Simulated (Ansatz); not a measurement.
# A series in volume scale on Te

Results calculated with Ansatz 0.2.0, not measured. Plane-wave DFT, scalar-relativistic PAW made under PBE with cores redone for the functional, no dispersion; the given relaxed cell is scaled uniformly, energy at zero smearing counts from the unscaled cell, pressure at the given Fermi-Dirac smearing is positive in compression.

The cell before it is scaled or strained (space group P6/mmm, No. 191):
```
CELL_PARAMETERS angstrom
5.39240 0.00000 0.00000
-2.69620 4.67000 0.00000
0.00000 0.00000 3.22390
ATOMIC_POSITIONS crystal
Te 0.00000 0.00000 0.00000
Te 0.33333 0.66667 0.50000
Te 0.66667 0.33333 0.50000
```

Settings of every row: spin polarised no; functional LDA; wave cutoff 420 eV; smearing width 0.1 eV; k mesh 8x8x11.

Atom starting moment: 0 on all atoms.

Limits: no spin-orbit coupling, which can matter with elements this heavy; the cell comes from a prototype or a list of computed structures and needn't be the stable phase.

| row | volume scale | V (Å³/atom) | energy change per atom (meV) | pressure (GPa) |
| --- | --- | --- | --- | --- |
| 1 | 0.88 | 23.815 | 97.83 | 11.25 |
| 2 | 0.92 | 24.897 | 38.92 | 6.57 |
| 3 | 0.96 | 25.979 | ? | ? |
| 4 | 1.04 | 28.144 | 9.54 | -2.42 |
| 5 | 1.08 | 29.227 | 33.21 | -4.28 |
| 6 | 1.12 | 30.309 | 68.08 | -5.75 |

Question: what energy change per atom and pressure should row 3 give?

Worked fit of energy change per atom. Take u = (V_r/V)^(2/3) − 1 with V_r = 28.144 Å³ an atom, which is twice the finite (Eulerian) strain; such expansions in the strain, on which the Birch-Murnaghan equation of state is built, carry the rest volume and the bulk modulus. The shown rows have u = 0.11778, 0.08516, 0, -0.02486, -0.04821. Least squares give energy change per atom = 9.126 − 656.867 × u + 11935.93 × u² meV; a straight line predicts inner rows, each left out in turn, worse (root mean square 34 against 1.1 meV). The rows lie off it by 0.49, -0.83, 0.41, 0.38, -0.46 (root mean square 0.54 meV). The withheld row has u = 0.05481, so the fit gives 9.126 − 656.867 × (0.05481) + 11935.93 × (0.05481)² = 8.98 meV.

The calculation gave 8.25 meV. The fit lies 0.73 meV (8.8 % of the value, 0.81 % of the column's range) above it; its largest miss of a shown row is 0.83 meV.

Worked fit of pressure. Take u = (V_r/V)^(2/3) − 1 with V_r = 28.144 Å³ an atom, which is twice the finite (Eulerian) strain; such expansions in the strain, on which the Birch-Murnaghan equation of state is built, carry the rest volume and the bulk modulus. The shown rows have u = 0.11778, 0.08516, 0, -0.02486, -0.04821. Least squares give pressure = −2.449 + 81.845 × u + 290.21 × u² GPa; a straight line predicts inner rows, each left out in turn, worse (root mean square 0.83 against 0.077 GPa). The rows lie off it by 0.03, -0.06, 0.03, 0.02, -0.03 (root mean square 0.037 GPa). The withheld row has u = 0.05481, so the fit gives −2.449 + 81.845 × (0.05481) + 290.21 × (0.05481)² = 2.91 GPa.

The calculation gave 2.87 GPa. The fit lies 0.04 GPa (1.4 % of the value, 0.24 % of the column's range) above it; its largest miss of a shown row is 0.06 GPa.
